\paragraph{1. What is held fixed, and what $g$ contains.}
A calorimeter holds the number of atoms $N$, the temperature $T$ and the pressure $p$ fixed; the number of lattice sites is free. The premises are:
(P1) surfaces, grain boundaries and dislocations create and absorb defects, so their number $n$ is an internal variable;
(P2) each defect adds the same Gibbs energy $g(T,p)$, whatever $n$;
(P3) every placement of the defects on their sites has the same weight;
(P4) $n$ follows $T$ on the time scale of the experiment.
For a vacancy, $g$ is the Gibbs energy of $N$ atoms on $N+1$ sites, with the hole at one given site, minus that of the perfect crystal $G_0$ of the same $N$ atoms. It holds the static, vibrational and electronic parts and $pv_f$, with $v_f$ the formation volume, but no entropy of placement. Define, all at constant $p$,
\begin{equation}
s=-\frac{\partial g}{\partial T},\qquad h=g+Ts,\qquad c_f\equiv\frac{dh}{dT}=T\frac{ds}{dT}.
\label{defs}
\end{equation}
The last equality follows from $dh/dT=-s+s+T\,ds/dT$. Energies are in eV per defect, entropies in units of Boltzmann's constant $k$, and heat capacities in $k$ per atom or, after $k\to R$, in J\,mol$^{-1}$\,K$^{-1}$.

\paragraph{2. The concentration without Stirling's formula.}
With $n$ vacancies there are $N+n$ sites and $\binom{N+n}{n}$ placements; the choice of outer shape of the crystal is a surface term and is dropped. With $z=e^{-g/kT}<1$, the isothermal--isobaric partition function is a binomial series:
\begin{equation}
e^{-G/kT}=e^{-G_0/kT}\sum_{n=0}^{\infty}\binom{N+n}{n}z^{n}=e^{-G_0/kT}(1-z)^{-(N+1)} .
\label{sum}
\end{equation}
For $N\gg1$ this gives $\Delta G=G-G_0=NkT\ln(1-z)$. Applying $z\,\partial_z$ once and twice to the logarithm of the sum gives the mean and the variance of $n$:
\begin{equation}
\langle n\rangle=\frac{Nz}{1-z},\qquad \mathrm{var}(n)=\frac{Nz}{(1-z)^2}.
\label{moments}
\end{equation}
The fraction of empty sites is $c=\langle n\rangle/(N+\langle n\rangle)=z$. So $c=e^{-g/kT}$ holds exactly under (P1)--(P4) as a fraction of sites, while the number per atom is $c/(1-c)$.

\paragraph{3. Why $h$, and not $g$, appears on differentiating.}
From \eqref{defs}, $\partial(g/T)/\partial T=-s/T-g/T^2=-h/T^2$, the Gibbs--Helmholtz relation. Hence
\begin{equation}
\frac{dc}{dT}=\frac{c\,h}{kT^2}.
\label{dcdT}
\end{equation}
No constancy of $h$ or $s$ was used. Writing $c=e^{s/k}e^{-h/kT}$ and differentiating yields the extra terms $c\,(s'/k-h'/kT)$, primes meaning $d/dT$, and these cancel by the last equality of \eqref{defs}.

\paragraph{4. Excess enthalpy and heat capacity.}
The same relation applied to the whole crystal gives
\begin{equation}
\Delta H=-T^2\frac{\partial}{\partial T}\frac{\Delta G}{T}=NkT^2\frac{dc/dT}{1-c}=N\frac{c}{1-c}\,h=\langle n\rangle h .
\label{dH}
\end{equation}
The entropy of placement leaves no trace in $\Delta H$, since by (P3) all placements have the same enthalpy. With $d[c/(1-c)]/dT=(dc/dT)/(1-c)^2$ and $y\equiv h/kT$, the heat capacity per atom is
\begin{equation}
\Delta C_p=\frac{1}{N}\frac{d\Delta H}{dT}=k\,y^2\frac{c}{(1-c)^2}+c_f\frac{c}{1-c}.
\label{exact}
\end{equation}
The enthalpy per site is exactly $ch$, but the number of sites grows with $T$, so $d(ch)/dT$ is the heat capacity only to first order in $c$:
\begin{equation}
\Delta C_p=k\,c\left(\frac{h}{kT}\right)^2+c\,\frac{dh}{dT},\qquad c\ll1 .
\label{main}
\end{equation}
The relative correction to the first term is $2c$. A small $c$ is multiplied by $y^2$, which exceeds one hundred in the example of comment 10.

\paragraph{5. The two terms have different origins.}
In the isothermal--isobaric ensemble $kT^2C_p=\mathrm{var}(H)$ for the whole crystal. At fixed $n$ the enthalpy has mean $H_0+nh$ and variance $kT^2(C_0+nc_f)$, where $H_0$ and $C_0$ belong to the perfect crystal. The total variance is the mean of the conditional variance plus the variance of the conditional mean:
\begin{equation}
kT^2N\Delta C_p=kT^2c_f\langle n\rangle+h^2\,\mathrm{var}(n).
\label{fluct}
\end{equation}
Inserting \eqref{moments} returns \eqref{exact}. The $y^2$ term is the heat spent on making new defects and is never negative. The $c_f$ term is the change that defects already present make to the heat capacity of the host, and it may have either sign. In a classical harmonic crystal at fixed volume the defective and the perfect crystal have the same number of modes, each worth $k$, so the vibrational part of $c_f$ vanishes; far above the Debye temperature $c_f$ comes from anharmonicity, expansion and electronic excitation.

\paragraph{6. Pair disorder: the factor one half comes from a constraint.}
Let $g$, $h$, $s$ now refer to a pair. For Schottky disorder in a crystal MX of $N$ formula units, neutrality forces $n$ vacancies on each sublattice, and the number of placements is $\binom{N+n}{n}^2$. With $\ln n!\simeq n\ln n-n$,
\begin{equation}
\frac{\Delta G(n)}{kT}=\frac{ng}{kT}-2\left[(N+n)\ln(N+n)-n\ln n-N\ln N\right].
\label{GS}
\end{equation}
Setting the $n$-derivative to zero gives $g/kT=2\ln[(N+n)/n]$, that is $c=n/(N+n)=e^{-g/2kT}$. Substituting this back leaves $\Delta G=2NkT\ln(1-c)$. Now $dc/dT=ch/2kT^2$, so the step \eqref{dH} again gives $\Delta H=Nhc/(1-c)$, and per formula unit
\begin{equation}
\Delta C_p=\frac{1}{2}k\,c\left(\frac{h}{kT}\right)^2+c\,\frac{dh}{dT},\qquad c=e^{-g/2kT}\ll1 .
\label{pair}
\end{equation}
The term in $dh/dT$ is not halved. The variance shows why the other term is: the second derivative of \eqref{GS} is $2[1/n-1/(N+n)]$, whose inverse is $\mathrm{var}(n)=Nc/[2(1-c)^2]$, half of the value in \eqref{moments}. For Frenkel disorder with $\beta$ interstitial sites per lattice site the count is $\binom{N}{n}\binom{\beta N}{n}$. The same steps, with $c=n/N$, give $c^2/[(1-c)(\beta-c)]=e^{-g/kT}$, so $c\simeq\sqrt{\beta}\,e^{-g/2kT}$ and \eqref{pair} holds with this $c$.

The half needs equal numbers of the two partners. If a fixed dopant fraction $d$ supplies one partner, neutrality turns the mass-action law into $c(c+d)=z$ for the thermally made pairs, and
\begin{equation}
\frac{dc}{d\ln z}=\frac{c(c+d)}{2c+d},
\label{doped}
\end{equation}
which replaces $c/2$ in \eqref{pair}. It tends to $c/2$ for $d\ll c$, and to $c=z/d$ for $d\gg c$, where the full pair enthalpy sets the temperature dependence. In an elemental metal with active sinks no such constraint exists: vacancies and interstitials each obey \eqref{main} with their own $g$ (and site multiplicity), and the terms add.

\paragraph{7. The slope is $-h/k$ or $-h/2k$ only for constant $h$.}
Let $m=1$ for single defects and $m=2$ for pairs. Equations \eqref{main} and \eqref{pair} combine to $T^2\Delta C_p=c\,(h^2/mk+T^2c_f)$ with $c=e^{-g/mkT}$. For $c_f=0$, which makes $h$ and $s$ both constant,
\begin{equation}
\ln(T^2\Delta C_p)=\ln\frac{h^2}{mk}+\frac{s}{mk}-\frac{h}{mk}\,\frac{1}{T},
\label{line}
\end{equation}
a straight line in $1/T$ whose slope gives $h/m$ and whose intercept then gives $s$ (with $\frac12\ln\beta$ added for Frenkel pairs). The slope alone cannot tell $m=1$ from $m=2$. For $c_f\neq0$ define the apparent enthalpy $h_{\rm app}=-k\,d\ln(T^2\Delta C_p)/d(1/T)=kT^2\,d\ln(T^2\Delta C_p)/dT$. The factor $c$ contributes $h/m$. For constant $c_f=ak$ the bracket equals $kT^2(y^2/m+a)$ and its derivative is $2hc_f/mk+2Tc_f=2akT(y/m+1)$, so
\begin{equation}
h_{\rm app}=kT\left[\frac{y}{m}+\frac{2a(y+m)}{y^2+ma}\right].
\label{happ}
\end{equation}
For $y\gg m$ and $y^2\gg ma$ the relative shift of the slope is $2ma/y^2$, twice the share $ma/y^2$ of the $c_f$ term in the amplitude.

\paragraph{8. A smooth background imitates the plot.}
$\Delta C_p$ is a difference, total minus the defect-free background $C_b(T)$, and $C_b$ has to be extrapolated. If it is continued along its tangent at $T^*$, the leading residue is $\frac12C_b''(T-T^*)^2$. Fed into the definition of $h_{\rm app}$, this residue alone gives
\begin{equation}
h_{\rm app}=2kT\left[1+\frac{T}{T-T^*}\right],
\label{fake}
\end{equation}
whatever the size of $C_b''>0$. For $T^*=2500$ K and $T=3300$ K it equals $2.9$ eV with no defect present. A slope of plausible size therefore proves nothing about vacancies.

\paragraph{9. Time scale.}
If $n$ relaxes as $\dot n=-(n-n_{\rm eq}(T))/\tau$ and $T$ oscillates as $e^{i\Omega t}$, then $\delta n=\delta n_{\rm eq}/(1+i\Omega\tau)$ and
\begin{equation}
\Delta C_p(\Omega)=c\,c_f+\frac{k\,c\,y^2}{1+i\Omega\tau}.
\label{freq}
\end{equation}
Only the $y^2$ term freezes out, which separates it from $C_b$ without extrapolation. In the bcc lattice a vacancy has eight jumps of squared length $3a_0^2/4$, each at the rate $\Gamma=\nu e^{-h_m/kT}$, so $D_v=\frac16\cdot8\Gamma\cdot\frac34a_0^2=a_0^2\Gamma$. In a wire of radius $r$ whose only sink is its surface, the slowest diffusion mode is $J_0(j\rho/r)$, with $\rho$ the distance from the axis and $j=2.405$ the first zero of $J_0$, and $\tau=r^2/j^2D_v$. Take as approximate inputs for W $a_0=3.2$ \AA, $h_m=1.7$ eV and $\nu=10^{13}$ s$^{-1}$, and let $r=25$ $\mu$m. At $3300$ K the model gives $D_v=2.6\times10^{-9}$ m$^2$\,s$^{-1}$ and $\tau=0.04$ s. Heating within microseconds to a millisecond then misses the $y^2$ term unless internal sinks shorten $\tau$.

\paragraph{10. Illustration: a vacancy model for W above 3000 K.}
W melts at approximately $3695$ K. Inputs at $T_0=3300$ K are $h_0=3.6$ eV and $s_0=3k$, typical values for the monovacancy, and an illustrative $c_f=3k$. Integrating \eqref{defs} gives $h=h_0+c_f(T-T_0)$ and $s=s_0+c_f\ln(T/T_0)$. At $T_0$, $kT=0.2844$ eV, $y=12.66$, $c=e^{3-y}=6.4\times10^{-5}$ and $y^2+3=163.3$, so \eqref{main} gives $0.010\,k$.
\begin{center}
\begin{tabular}{lccc}
\hline
$T$ (K) & 3000 & 3300 & 3600\\
\hline
$h$ (eV) & 3.52 & 3.60 & 3.68\\
$s/k$ & 2.71 & 3.00 & 3.26\\
$y$ & 13.6 & 12.7 & 11.9\\
$c$ & $1.8\times10^{-5}$ & $6.4\times10^{-5}$ & $1.9\times10^{-4}$\\
$\Delta C_p$ ($k$ per atom) & 0.0034 & 0.010 & 0.027\\
$\Delta C_p$ (J\,mol$^{-1}$\,K$^{-1}$) & 0.029 & 0.087 & 0.22\\
$h_{\rm app}$ (eV) & 3.64 & 3.74 & 3.84\\
\hline
\end{tabular}
\end{center}
The third figure of the enthalpies serves only their differences. At $3300$ K the $c_f$ term is $2$ per cent of $\Delta C_p$, while $h_{\rm app}-h=0.14$ eV, or $4$ per cent; the chord between the two outer columns of the plot gives $3.74$ eV. The amplitude is far less certain: a change of $0.2$ eV in $g$ changes $c$ at $3600$ K by a factor of $1.9$.

\paragraph{11. Range of validity, with sizes at 3600 K unless stated.}
\emph{Dilution.} The step from \eqref{exact} to \eqref{main} costs $2c=4\times10^{-4}$.
\emph{Pressure.} With $v_f$ of the order of the atomic volume $a_0^3/2$, $pv_f=1.0\times10^{-5}$ eV at 1 bar.
\emph{Other species.} With an approximate self-interstitial enthalpy of $9.5$ eV, the ratio of the enthalpy factors, interstitial to vacancy, is $7\times10^{-9}$; a few $k$ of extra entropy do not make it count.
\emph{Interaction, (P2).} Let nearest-neighbour vacancies bind with constant energy $h_b$. There are four such bonds per bcc site, each doubly vacant with weight $c^2$, so to second order $\Delta G/NkT$ gains $-4c^2(e^{h_b/kT}-1)$, the $-1$ removing pairs that \eqref{sum} has already counted. The two pieces carry the enthalpies $2h-h_b$ and $2h$, so their $y^2$-type terms relative to $kcy^2$ are
\begin{equation}
\eta=4c\left[e^{h_b/kT}\left(2-\frac{h_b}{h}\right)^2-4\right].
\label{divac}
\end{equation}
An illustrative $h_b=0.5$ eV gives $\eta=0.010$. For charged pairs, Coulomb screening lowers $g$ by a term in $\sqrt{c}$, so (P2) fails there at lower order in $c$.
\emph{Equilibration, (P4).} It needs $\Omega\tau\ll1$ in \eqref{freq}.
\emph{Background.} This is the term that decides. The classical harmonic value is $3R=24.9$ J\,mol$^{-1}$\,K$^{-1}$, of which the model's $\Delta C_p$ is $0.3$ per cent at $3300$ K and $0.9$ per cent at $3600$ K. An approximate Sommerfeld coefficient $\gamma=1.0$ mJ\,mol$^{-1}$\,K$^{-2}$ gives an electronic term $\gamma T=3.6$ J\,mol$^{-1}$\,K$^{-1}$, an order of magnitude only, because the density of states is not constant over the thermal window. The dilation term $C_p-C_V=\alpha_V^2VB_TT$, with rough inputs $\alpha_V=3\times10^{-5}$ K$^{-1}$, $V=1.0\times10^{-5}$ m$^3$\,mol$^{-1}$ and $B_T=200$ GPa, is about $6$ J\,mol$^{-1}$\,K$^{-1}$. Each exceeds the vacancy term more than tenfold, and explicit anharmonicity comes on top.

\paragraph{12. Reading the number.}
Inverting \eqref{main} at $3600$ K with the same $h$ and $c_f$, a vacancy term of $10$ J\,mol$^{-1}$\,K$^{-1}$ would need $c=8.4\times10^{-3}$, that is a formation entropy higher by $3.8\,k$. With the same $h_b$, \eqref{divac} would then give $\eta=0.45$, and the dilute formula used for the inversion would no longer hold. The value $0.22$ J\,mol$^{-1}$\,K$^{-1}$ is the model's, not the material's. As typical knowledge, $C_p$ of solid W near melting is roughly $50$ J\,mol$^{-1}$\,K$^{-1}$, so that the excess over $3R$ is itself about $3R$. Read as an account of that whole excess, the vacancy model falls short by about two orders of magnitude; with these inputs the rise has to be carried by the background $C_b$.